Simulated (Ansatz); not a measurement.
# A series in volume scale on BiRh

All results are calculated (Ansatz 0.2.0). Periodic Kohn-Sham DFT of a crystal at fixed atoms, scaled to volume_scale times the given cell; pressure positive in compression, energy less spherical unpolarised free atoms, largest_vzz the field gradient of largest size among the nuclei.

The cell before it is scaled or strained (space group P6_3/mmc, No. 194):
```
CELL_PARAMETERS angstrom
4.09400 0.00000 0.00000
-2.04700 3.54550 0.00000
0.00000 0.00000 5.66300
ATOMIC_POSITIONS crystal
Bi 0.33333 0.66667 0.25000
Bi 0.66667 0.33333 0.75000
Rh 0.00000 0.00000 0.00000
Rh 0.00000 0.00000 0.50000
```

Settings of every row: method all-electron LAPW; functional LDA; relativity scalar; k mesh 12x12x7; filling fermi-dirac; smearing width 0.03 eV; basis error target 1 meV/atom; nucleus gaussian.

Atom start moment: 0 on all atoms.

Limits: no spin-orbit coupling on heavy atoms.

```csv
row,volume scale,V (Å³/atom),energy less free atoms (eV/atom),pressure (GPa)
1,0.94,19.317,-6.7905,6.667
2,0.98,20.139,-6.807,0.036
3,1,20.55,?,?
4,1.01,20.756,-6.7992,-3.944
5,1.04,21.372,-6.7775,-7.231
```

Question: what energy less free atoms and pressure should row 3 give?

Worked fit of energy less free atoms. Take u = (V_r/V)^(2/3) − 1 with V_r = 20.447 Å³ an atom, which is twice the finite (Eulerian) strain; such expansions in the strain, on which the Birch-Murnaghan equation of state is built, carry the rest volume and the bulk modulus. The shown rows have u = 0.03863, 0.01017, -0.00995, -0.02907. Least squares give energy less free atoms = −6.80505 − 0.3803 × u + 19.577 × u² eV/atom; a straight line predicts inner rows, each left out in turn, worse (root mean square 0.014 against 0.00027 eV/atom). The rows lie off it by 0.0000, -0.0001, 0.0001, 0.0000. Its lowest point lies at u = 0.0097, or V = 20.15 Å³ an atom, and the curvature there gives the bulk modulus at fixed shape and fractions, B = (4/9)(1 + u)² E″(u)/V = 141 GPa. Letting shape and atoms relax would as a rule lower it, by much in layered, chain or molecular crystals. The withheld row has u = -0.00334, so the fit gives −6.80505 − 0.3803 × (-0.00334) + 19.577 × (-0.00334)² = -6.8036 eV/atom.

The calculation gave -6.8035 eV/atom. The fit lies 0.0001 eV/atom (0.34 % of the column's range) below it, one unit of the last digit.

Worked fit of pressure. Take u = (V_r/V)^(2/3) − 1 with V_r = 20.447 Å³ an atom, which is twice the finite (Eulerian) strain; such expansions in the strain, on which the Birch-Murnaghan equation of state is built, carry the rest volume and the bulk modulus. The shown rows have u = 0.03863, 0.01017, -0.00995, -0.02907. Least squares give pressure = −2.0474 + 198.523 × u + 699.32 × u² GPa; a straight line predicts inner rows, each left out in turn, worse (root mean square 0.51 against 0.02 GPa). The rows lie off it by 0.002, -0.008, 0.009, -0.004 (root mean square 0.0064 GPa). The pressure vanishes at u = 0.0100, or V = 20.15 Å³ an atom, and there the bulk modulus at fixed shape and fractions is B = −V dP/dV = (2/3)(1 + u) dP/du = 143 GPa. Letting shape and atoms relax would as a rule lower it, by much in layered, chain or molecular crystals. The withheld row has u = -0.00334, so the fit gives −2.0474 + 198.523 × (-0.00334) + 699.32 × (-0.00334)² = -2.703 GPa.

The calculation gave -2.701 GPa. The fit lies 0.002 GPa (0.014 % of the column's range) below it; its largest miss of a shown row is 0.009 GPa.
